**C=O bond energy of formaldehyde: errors from HF to CCSDT and AFQMC**

The table holds the error of the bond energy for CH₂O → triplet CH₂ + triplet O against CCSDT(Q) in def2-TZVP with frozen cores, for HF, MP2, CCSD, CCSD(T), CCSDT and two AFQMC variants. The program splits each error, the released walk excepted, into a molecular and an inferred fragment part and tests two parameter-free ideas: electron counting for the correlation energy of each side, and equal recovered fractions on both sides. Counting doubly occupied orbitals overshoots the HF error by 17 %, and the equal-fraction model fails in sign for MP2 and is too small for CCSD and CCSDT. The fragment-to-molecule ratio of the energy lowering falls with excitation rank, and the small CCSD(T) error appears as a cancellation between incomplete triples in the fragments and neglected quadruples. The AFQMC rows are not resolved from the reference or from CCSD(T) within their noise.

Errors in the C=O bond energy of formaldehyde (relaxed triplet CH₂ and triplet O minus the molecule), calculated with Ansatz 0.2.0 and the in-house AFQMC program afq 1. All levels use the def2-TZVP basis, frozen cores and PBE0/def2-SVP geometries, with RHF determinants for the molecule and UHF for the fragments. ph-AFQMC/CISD is phaseless AFQMC with a CISD trial.

## Analysis program

```python
# Table: error (meV) of the C=O bond energy of CH2O -> triplet CH2 + triplet O against CCSDT(Q), def2-TZVP,
# frozen cores, for HF to CCSDT (Ansatz) and AFQMC (own program). Tested: split into molecule and fragment
# errors, an equal-recovered-fraction model, and electron counting for the correlation of each side.
T = {
    'row_level': ['HF', 'MP2', 'CCSD', 'CCSD(T)', 'CCSDT', 'ph-AFQMC/CISD', 'released AFQMC'],
    'row_error': [-3241.0, 403.0, -281.0, -8.0, -23.0, 1.0, 2.0],  # meV
    'row_noise': [0.0, 0.0, 0.0, 0.0, 0.0, 8.0, 11.0],  # meV
}
from math import comb, sqrt
from scipy.constants import physical_constants as pc
err = dict(zip(T['row_level'], T['row_error']))
sig = dict(zip(T['row_level'], T['row_noise']))
# further outputs of the same runs: molecular energies (eV), caption reference, AFQMC details
D0 = 7676.0
Eref = -3111.15927
E = {'HF': -3099.82025, 'MP2': -3110.37977, 'CCSD': -3110.68934, 'CCSD(T)': -3111.12556,
     'CCSDT': -3111.13222, 'ph-AFQMC/CISD': -3111.15339}
rel = [-3111.16162, -3111.15914, -3111.15122, -3111.15676, -3111.15332]
rels = [0.0058117, 0.004675, 0.0063043, 0.0052467, 0.0085845]
s_mol, target, start = 7.4297, 0.00021, -3110.68939
dm = {k: 1000*(v - Eref) for k, v in E.items()}
df = {k: err[k] + dm[k] for k in E}
M, F = dm['HF'], df['HF']
print("Table rounding 0.5 meV: inferred fragment errors +-0.5, their differences +-1 meV")
print("Bond energy (eV) and error (% of 7.676 eV):")
print("  " + "; ".join(f"{k} {(D0+v)/1000:.3f} ({100*v/D0:+.2f})" for k, v in err.items()))
print(f"Correlation: molecule M {M:.0f}, fragments F {F:.0f}, M-F {M-F:.0f} meV = {100*(M-F)/D0:.1f}% of bond")
print(f"F/M = {F/M:.3f}; per valence electron {M/12:.0f} vs {F/12:.0f} meV; per new spin pair {(M-F)/2:.0f} meV")
for n, r in (("doubly occupied orbitals 4/6", 4/6), ("all pairs 30/66", 2*comb(6, 2)/comb(12, 2))):
    p = -M*(1 - r)
    print(f"  count {n}: ratio {r:.3f}, HF error {p:.0f} meV, misfit {p-err['HF']:+.0f} ({100*(p/err['HF']-1):+.0f}%)")
print(f"One point of imbalance in recovered fraction = {F/100:.0f} meV")
print("level | above ref: mol, frag (meV) | recovered % mol, frag | equal-fraction error | imbalance term | table")
fm, ff, mis = {}, {}, {}
for k in list(E)[1:]:
    fm[k], ff[k] = 1 - dm[k]/M, 1 - df[k]/F
    a, b = -(1 - fm[k])*(M - F), (fm[k] - ff[k])*F
    mis[k] = b
    print(f"  {k:14s}|{dm[k]:7.1f} {df[k]:7.1f} |{100*fm[k]:6.2f} {100*ff[k]:6.2f} |{a:+7.1f} |{b:+7.1f} |{err[k]:+5.0f}")
w = max(mis, key=lambda k: abs(mis[k]))
print(f"Worst row of equal-fraction model: {w}, misfit {abs(mis[w]):.0f} meV")
print("released AFQMC is not split: the release time used for the row is not given")
print("Step | lowering mol, frag (meV) | change of bond energy | frag/mol")
dm['ref'], df['ref'] = 0.0, 0.0
S = {}
for n, x, y in (("MP2 to CCSD", 'MP2', 'CCSD'), ("HF to CCSD", 'HF', 'CCSD'), ("(T)", 'CCSD', 'CCSD(T)'),
                ("full T", 'CCSD', 'CCSDT'), ("full T less (T)", 'CCSD(T)', 'CCSDT'), ("(Q)", 'CCSDT', 'ref')):
    S[n] = (dm[x] - dm[y], df[x] - df[y])
    print(f"  {n:16s}|{S[n][0]:8.1f} {S[n][1]:8.1f} |{S[n][0]-S[n][1]:+8.1f} | {S[n][1]/S[n][0]:.3f}")
R = [S[n][1]/S[n][0] for n in ("HF to CCSD", "full T", "(Q)")]
for n, r in zip((2, 3, 4), R):
    c = 2*comb(6, n)/comb(12, n)
    print(f"  rank {n}: found {r:.3f}, tuple count {2*comb(6, n)}/{comb(12, n)} = {c:.3f}, found/count {r/c:.1f}")
print(f"  (Q) ratio within rounding: {(S['(Q)'][1]-0.5)/S['(Q)'][0]:.2f} to {(S['(Q)'][1]+0.5)/S['(Q)'][0]:.2f}")
print(f"(T) as share of full T: mol {100*S['(T)'][0]/S['full T'][0]:.1f}%, frag {100*S['(T)'][1]/S['full T'][1]:.1f}%")
print(f"full T as share of correlation: mol {100*S['full T'][0]/M:.1f}%, frag {100*S['full T'][1]/F:.1f}%")
q = ['ph-AFQMC/CISD', 'released AFQMC']
for k in q:
    z = ", ".join(f"{j} {err[k]-v:+.0f} ({(err[k]-v)/sig[k]:.1f})" for j, v in
                  (("CCSDT(Q)", 0.0), ("CCSD(T)", err['CCSD(T)']), ("CCSDT", err['CCSDT'])))
    print(f"{k} less, meV (standard errors): {z}")
print(f"released less phaseless {err[q[1]]-err[q[0]]:+.0f} meV, combined noise {sqrt(sig[q[0]]**2+sig[q[1]]**2):.0f} if independent")
print("Molecule, release sequence less CCSDT(Q), meV: " + ", ".join(f"{1000*(e-Eref):+.1f}+-{1000*s:.1f}" for e, s in zip(rel, rels)))
print(f"Molecular noise {s_mol:.1f} meV, target {1000*target*pc['Hartree energy in eV'][0]:.1f} meV")
print(f"Walk starts {1000*(start-E['CCSD']):+.2f} meV from CCSD, descends {1000*(start-E[q[0]]):.0f} of {1000*(start-Eref):.0f} meV")
assert err['MP2'] > 0 and df['MP2'] > dm['MP2'] > 0
assert R[0] > R[1] > R[2] > 0
assert abs(err['CCSD(T)']) < abs(err['CCSDT']) and dm['CCSDT'] < dm['CCSD(T)'] and df['CCSDT'] < df['CCSD(T)']
assert all(abs(err[k]) < sig[k] for k in q)
```

Output:

```
Table rounding 0.5 meV: inferred fragment errors +-0.5, their differences +-1 meV
Bond energy (eV) and error (% of 7.676 eV):
  HF 4.435 (-42.22); MP2 8.079 (+5.25); CCSD 7.395 (-3.66); CCSD(T) 7.668 (-0.10); CCSDT 7.653 (-0.30); ph-AFQMC/CISD 7.677 (+0.01); released AFQMC 7.678 (+0.03)
Correlation: molecule M 11339, fragments F 8098, M-F 3241 meV = 42.2% of bond
F/M = 0.714; per valence electron 945 vs 675 meV; per new spin pair 1620 meV
  count doubly occupied orbitals 4/6: ratio 0.667, HF error -3780 meV, misfit -539 (+17%)
  count all pairs 30/66: ratio 0.455, HF error -6185 meV, misfit -2944 (+91%)
One point of imbalance in recovered fraction = 81 meV
level | above ref: mol, frag (meV) | recovered % mol, frag | equal-fraction error | imbalance term | table
  MP2           |  779.5  1182.5 | 93.13  85.40 | -222.8 | +625.8 | +403
  CCSD          |  469.9   188.9 | 95.86  97.67 | -134.3 | -146.7 | -281
  CCSD(T)       |   33.7    25.7 | 99.70  99.68 |   -9.6 |   +1.6 |   -8
  CCSDT         |   27.1     4.1 | 99.76  99.95 |   -7.7 |  -15.3 |  -23
  ph-AFQMC/CISD |    5.9     6.9 | 99.95  99.92 |   -1.7 |   +2.7 |   +1
Worst row of equal-fraction model: MP2, misfit 626 meV
released AFQMC is not split: the release time used for the row is not given
Step | lowering mol, frag (meV) | change of bond energy | frag/mol
  MP2 to CCSD     |   309.6    993.6 |  -684.0 | 3.210
  HF to CCSD      | 10869.1   7909.1 | +2960.0 | 0.728
  (T)             |   436.2    163.2 |  +273.0 | 0.374
  full T          |   442.9    184.9 |  +258.0 | 0.417
  full T less (T) |     6.7     21.7 |   -15.0 | 3.252
  (Q)             |    27.1      4.1 |   +23.0 | 0.150
  rank 2: found 0.728, tuple count 30/66 = 0.455, found/count 1.6
  rank 3: found 0.417, tuple count 40/220 = 0.182, found/count 2.3
  rank 4: found 0.150, tuple count 30/495 = 0.061, found/count 2.5
  (Q) ratio within rounding: 0.13 to 0.17
(T) as share of full T: mol 98.5%, frag 88.3%
full T as share of correlation: mol 3.9%, frag 2.3%
ph-AFQMC/CISD less, meV (standard errors): CCSDT(Q) +1 (0.1), CCSD(T) +9 (1.1), CCSDT +24 (3.0)
released AFQMC less, meV (standard errors): CCSDT(Q) +2 (0.2), CCSD(T) +10 (0.9), CCSDT +25 (2.3)
released less phaseless +1 meV, combined noise 14 if independent
Molecule, release sequence less CCSDT(Q), meV: -2.3+-5.8, +0.1+-4.7, +8.0+-6.3, +2.5+-5.2, +6.0+-8.6
Molecular noise 7.4 meV, target 5.7 meV
Walk starts -0.05 meV from CCSD, descends 464 of 470 meV
```
